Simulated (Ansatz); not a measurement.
Ligand exchange: SnH3Br + C2H5Br → SnH3(CH3) + CH2Br2

Species: SnH3Br `[Br][SnH3]`, singlet; C2H5Br (bromoethane) `CCBr`, singlet; SnH3(CH3), singlet; CH2Br2 (dibromomethane) `BrCBr`, singlet. The partners trade Br for CH3: Sn–Br and C–CH3 bonds give way to Sn–CH3 and C–Br.

Shapes, held fixed at every level: PBE0-D4/def2-TZVP. Programs: Ansatz 0.2.0. The zero-point and thermal change to 298 K, harmonic and unscaled (PBE0-D4/def2-TZVP), is -6.5 kJ/mol.

(1) Estimate ΔH(298 K) of this reaction.

Answers

(1) The highest level, CCSD(T)/def2-TZVPP, gives ΔH(298 K) = +143.1 kJ/mol; the levels span +143.1 to +171.6. The column of differences is taken from that level and isn't an error. No measured value is set beside it here. For atoms past krypton def2 sets carry core potentials with scalar relativity. Relativity is left out for Br unless named. Correlated rows may include outer-core shells of Br, Sn, which these sets cover unevenly.

```
               level                    kind  ΔH(298 K) (kJ/mol)  less CCSD(T)/def2-TZVPP
r2SCAN-D4/def2-TZVPP                meta-GGA              +153.5                    +10.4
 B3LYP-D4/def2-TZVPP           global hybrid              +150.7                     +7.6
  wB97X-V/def2-TZVPP  range-separated hybrid              +153.2                    +10.1
   B2PLYP/def2-TZVPP           double hybrid              +150.3                     +7.2
        MP2/def2-SVP     perturbation theory              +169.6                    +26.5
       CCSD/def2-SVP   coupled cluster or CI              +171.6                    +28.5
     CCSD/def2-TZVPP   coupled cluster or CI              +147.8                     +4.7
  CCSD(T)/def2-TZVPP   coupled cluster or CI              +143.1                      0.0
```

The exchange is strongly endothermic at every level, so the bonds favour the reactant side: bromine stays on tin and methyl on carbon. Tin is much more electropositive than carbon, which gives the Sn–Br bond a large ionic contribution that C–Br cannot match. The methyl group loses as well, giving up a strong C–C bond for a weaker Sn–C bond with poorer overlap with tin's diffuse valence orbitals.

The spread among the levels owes much to the basis set. CCSD falls from +171.6 to +147.8 kJ/mol on going from def2-SVP to def2-TZVPP, whereas adding triples lowers it only to +143.1. MP2 lies close to CCSD in the small basis, so its high value is no evidence of a failure of perturbation theory. The small set probably describes polarisation and correlation around the two geminal bromines of CH2Br2 too poorly. The direction of the reaction is secure, but without a larger basis the coupled-cluster value can't be taken as converged to within a few kJ/mol.
